**The plug-flow result.** Nitrogen carrying a trace of O$_2$ flows through a bed of reduced Cu/Al$_2$O$_3$, the kind of purifier used on purge and process nitrogen in chip fabrication. Conventions: $u$ is the superficial velocity, $c$ the O$_2$ concentration per gas volume, $c_0$ its feed value, $q$ the O$_2$ capacity per bed volume, $a$ the unspent fraction of it, and $k_p c a$ the uptake rate per bed volume. The bed is isothermal, and the gas is quasi-steady, since its hold-up $\varepsilon c_0$ ($\varepsilon$ is the void fraction) is tiny against $q$. The balances are

$$D\,\partial_x^2 c-u\,\partial_x c=k_p c a,\qquad q\,\partial_t a=-k_p c a .$$

Here $D=\varepsilon D_L$ is the axial dispersion coefficient per total cross-section and $D_L$ the interstitial one. With $y=c/c_0$, $z=k_px/u$, $s=k_pc_0t/q$,

$$\delta\,y_{zz}-y_z=ya,\qquad a_s=-ya,\qquad \delta=\frac{k_pD}{u^2}. \tag{1}$$

Plug flow is the step $\delta=0$. The gas balance becomes first order in $z$, and for $y(0,s)=1$, $a(z,0)=1$ the Bohart-Adams solution (1920) follows:

$$y=\frac{e^s}{e^s+e^z-1},\qquad a=\frac{e^z}{e^s+e^z-1}.$$

Once $e^s\gg1$ the $-1$ drops out. Then $a=1-y=1/(1+e^{-\eta})$ with $\eta=z-s$, a front of constant shape that moves at $uc_0/q$.

> **Predict.** Switch on a small $\delta$. Does the front move faster, slower, or at the same speed?

**Speed.** Seek a solution of (1) that depends on $\eta$ alone, with a prime for $d/d\eta$. Then $a'=ya$ and $\delta y''-y'=a'$. Integrate from the spent side, where $y=1$, $a=0$, $y'=0$:

$$J\equiv y-\delta y'=1-a. \tag{2}$$

$J$ is the total O$_2$ flux in units of $uc_0$. On the fresh side $y=0$ and $a=1$ satisfy (2) for any $\delta$, so the speed stays $uc_0/q$. It is fixed by conservation of oxygen. Dispersion can only reshape the front.

> **Predict.** The front has a tail on the spent side ($a\to0$) and one on the fresh side ($a\to1$). Which decay length of $a$ changes?

**Shape.** Treat $y$ as a function of $a$, so $y'=ya\,dy/da$. At zeroth order $y=1-a$ and $y'=-a(1-a)$. Inserting this in (2),

$$y=(1-a)(1-\delta a)+O(\delta^2),\qquad \frac{d\eta}{da}=\frac1{ya}=\frac1{a(1-a)}+\frac{\delta}{1-a}+O(\delta^2).$$

Integration gives $\eta=\ln[a/(1-a)]-\delta\ln(1-a)+K$. The constant comes from the oxygen balance. With the Danckwerts inlet condition $J=1$ at $z=0$, all oxygen fed is stored, $\int(1-a)\,dz=s$, which by parts reads $\int_0^1\eta\,da=0$. The first term averages to zero and $\int_0^1-\ln(1-a)\,da=1$, so $K=-\delta$:

$$\eta=\ln\frac{a}{1-a}-\delta\,[1+\ln(1-a)]+O(\delta^2). \tag{3}$$

On the spent side $y\to1$ and $a\propto e^{\eta}$ as before. On the fresh side $1-a\propto e^{-\eta/(1+\delta)}$, so this tail is stretched. It can be found exactly: with $a=1$ and $y\propto e^{-\lambda\eta}$, (1) gives $\delta\lambda^2+\lambda-1=0$, hence

$$\frac1\lambda=\frac{1+\sqrt{1+4\delta}}2=1+\delta-\delta^2+\dots$$

One more iteration of (2) adds $\delta^2[2a+\ln(1-a)]$ to (3), which has zero mean and reproduces the $-\delta^2$.

> **Predict.** An analyser sits downstream of a bed with $N=k_pL/u$. Does it read $y$ or $J$?

**Breakthrough.** Downstream there is no uptake and no gradient, so the effluent concentration equals the flux leaving the bed. The exit condition $y_z=0$ raises $y$ by a relative amount of order $\delta$ in a layer of thickness $\delta$, which alters the flux only at order $\delta^2$. The analyser reads $J=1-a$. Setting $\eta=N-s$ in (3), the time to reach a level $J$ is

$$s_b=N-\ln\frac{1-J}{J}+\delta\,(1+\ln J). \tag{4}$$

The correction is negative for $J<1/e$ and grows with the purity demanded.

A purifier has no main reaction, but a catalyst guarded by the same chemistry does. For a rate $kCa$, $r=k/k_p=\mathrm{Da}/N$ with $\mathrm{Da}=kL/u$, and the same $D$, the flux $\Phi=C-\delta C_z$ obeys $\Phi_z=-raC$ with $C\approx\Phi(1-\delta ra)$. Thus $\ln(C_0/C_{\rm exit})=r\int_0^Na\,dz-\delta r^2\int_0^Na^2dz$ for $\delta r\ll1$. In plug flow only the first term remains and equals $r\ln[1+e^{-s}(e^N-1)]$. While the front lies well inside the bed, the oxygen balance keeps $\int a\,dz=N-s$ for any $\delta$, and $\int a^2dz=N-s-1$ at the order needed.

**A model purifier.** All inputs are illustrative or typical. Take 298 K, 1 bar and 10 ppm O$_2$, so $c_0=4.04\times10^{-4}$ mol m$^{-3}$. The bed has $L=0.20$ m, $\varepsilon=0.40$, pellet diameter $d_p=1.0$ mm, density 900 kg m$^{-3}$ and 15 wt% Cu as spheres of 5 nm. With a Cu density of about 8960 kg m$^{-3}$ the metal area is $6(0.15)(900)/(8960\times5\times10^{-9})=1.81\times10^7$ m$^2$ per m$^3$ of bed. A typical 14.7 surface atoms per nm$^2$ and one O$_2$ per four of them give $q=110$ mol m$^{-3}$. At $u=0.10$ m s$^{-1}$ the front creeps at $3.7\times10^2$ nm s$^{-1}$.

The lumped constant is assumed, $k_p=20$ s$^{-1}$. It was chosen to be of the order of the pore-diffusion estimate $60(1-\varepsilon)D_e/d_p^2=36$ s$^{-1}$ for a typical $D_e=1\times10^{-6}$ m$^2$ s$^{-1}$. Then $u/k_p=5.0$ mm, $N=40$, and one unit of $s$ lasts $q/(k_pc_0)=3.78$ h.

For dispersion use the approximate packed-bed form $D_L=0.7D_m+0.5\,d_pu/\varepsilon$ with a typical $D_m=2.0\times10^{-5}$ m$^2$ s$^{-1}$ for O$_2$ in N$_2$.

> **Predict.** Which part dominates $\delta$, molecular diffusion or mixing around pellets?

One finds $D_L=1.39\times10^{-4}$ and $D=5.56\times10^{-5}$ m$^2$ s$^{-1}$, and

$$\delta=\frac{0.7\,\varepsilon k_pD_m}{u^2}+\frac{d_p}{2u/k_p}=0.011+0.100=0.111 .$$

Mixing dominates, and $\delta$ is roughly half a pellet diameter over the front length $u/k_p$. At fixed $k_p$:

| $u$ (m s$^{-1}$) | $u/k_p$ (mm) | $\delta$ | $1+\delta$ | $1/\lambda$ |
|---|---|---|---|---|
| 0.05 | 2.5 | 0.245 | 1.245 | 1.203 |
| 0.10 | 5.0 | 0.111 | 1.111 | 1.101 |
| 0.20 | 10.0 | 0.053 | 1.053 | 1.050 |

> **Predict.** The limit is 1 ppb, $J=10^{-4}$. Is the service time, the unused length or the leak the most sensitive to $\delta$?

At $u=0.10$ m s$^{-1}$, $\ln[(1-J)/J]=9.21$ and $\delta(1+\ln J)=-0.91$. So $s_b$ falls from 30.8 to 29.9, and the model's service time from 116 h to 113 h, by 3 per cent. The equivalent unused length $(N-s_b)u/k_p$ grows from 46 mm to 51 mm. At the moment plug flow promises 1 ppb, (4) gives about 2 ppb. A plug-flow fit to the slope of $\ln J$ against time in the tail returns $\lambda k_p$, which is 9 per cent below $k_p$. The second-order term of $\eta$ is $-0.09$ here and the exit layer contributes of order $\delta^2=0.012$, so the last digit of 29.9 is uncertain by one unit.

**The other neglected terms.** Hold-up lowers the speed to $uc_0/(q+\varepsilon c_0)$, a relative change of $1.5\times10^{-6}$. An uptake heat of approximately 3.5 eV per O$_2$, carried off by gas with $\tfrac72k_B$ per molecule, warms it by 0.1 K. Both are negligible.

The rate law is not. If pore diffusion sets $k_p$, pellets oxidise from the outside in and the rate is not proportional to $a$. A fresh pellet can take up oxygen as fast as the gas film allows. A typical Sherwood number of 5 gives $k_f=5D_m/d_p=0.10$ m s$^{-1}$, the external area is $6(1-\varepsilon)/d_p=3600$ m$^{-1}$, and the ceiling is 360 s$^{-1}$. There $\delta=2.0$, the series fails, and the exact $\lambda$ gives a tail length $u/(k_p\lambda)$ of 0.56 mm, against 5.5 mm in the model. The model's tail may therefore be up to about 10 times too long, and a length below one pellet diameter also lies outside a continuum description. This uncertainty exceeds the dispersion correction.

The model's capacity equals 2.7 litres of O$_2$ (273 K, 1 atm) per kg, of the order of the few litres typical for reduced copper purifiers at room temperature. Oxygen typically also penetrates below the surface layer, more so in a heated bed, so the model's times probably lie low. Full conversion to Cu$_2$O would give 531 mol m$^{-3}$, a factor of 4.8. Since $q$ is absent from $\delta$ and $N$, this rescales both times and leaves the model's 3 per cent shift unchanged.